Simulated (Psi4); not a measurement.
GeIF3 (SMILES [F][Ge]([F])([F])[I]): methods side by side

The species is GeIF3 (5 atoms), meant as a singlet with charge 0. As SMILES, `[F][Ge]([F])([F])[I]`. The shape was relaxed beforehand at PBE0/def2-TZVP.

Quantity: the dipole moment, in D. The values are calculated.

```json
{"level": "PBE-D4/def2-TZVPP (density fitting, core potential)", "kind": "GGA", "program": "Psi4", "value (D)": "2.36", "CPU time": "47 s"}
{"level": "r2SCAN-D4/def2-TZVPP (density fitting, core potential)", "kind": "meta-GGA", "program": "Psi4", "value (D)": "2.39", "CPU time": "82 s"}
{"level": "B3LYP-D4/def2-TZVPP (density fitting, core potential)", "kind": "global hybrid", "program": "Psi4", "value (D)": "2.55", "CPU time": "46 s"}
{"level": "PBE0-D4/def2-TZVPP (density fitting, core potential)", "kind": "global hybrid", "program": "Psi4", "value (D)": "2.51", "CPU time": "48 s"}
{"level": "wB97M-V/def2-TZVPP (density fitting, core potential)", "kind": "range-separated hybrid", "program": "Psi4", "value (D)": "2.49", "CPU time": "1.8 min"}
```

The values span 2.36 to 2.55 D. Magnitudes only. CPU times are rough (shared hosts, several kinds of processor): they show what a rung costs within a factor of a few.

All five functionals give GeIF3 a substantial dipole moment, and the choice among them changes it only modestly. The polarity follows from replacing one fluorine of a tetrahedral GeF4 framework, whose bond dipoles would cancel, with the much less electronegative iodine. The three strongly polar Ge–F bonds then outweigh the weaker opposing Ge–I contribution, so the negative end probably lies on the fluorine side, with the soft iodine valence shell donating charge towards germanium.

The two semilocal functionals give the lowest values, 2.36 and 2.39 D, while the three hybrids lie between 2.49 and 2.55 D, possibly because exact exchange makes the Ge–F bonds somewhat more ionic. The share of exact exchange alone does not set the order, however: B3LYP lies above PBE0 despite containing less of it. Because the geometry is common to all rows, the spread reflects the electronic description at a fixed structure and leaves out any further change in the dipole if each functional relaxed its own bond lengths and angles.
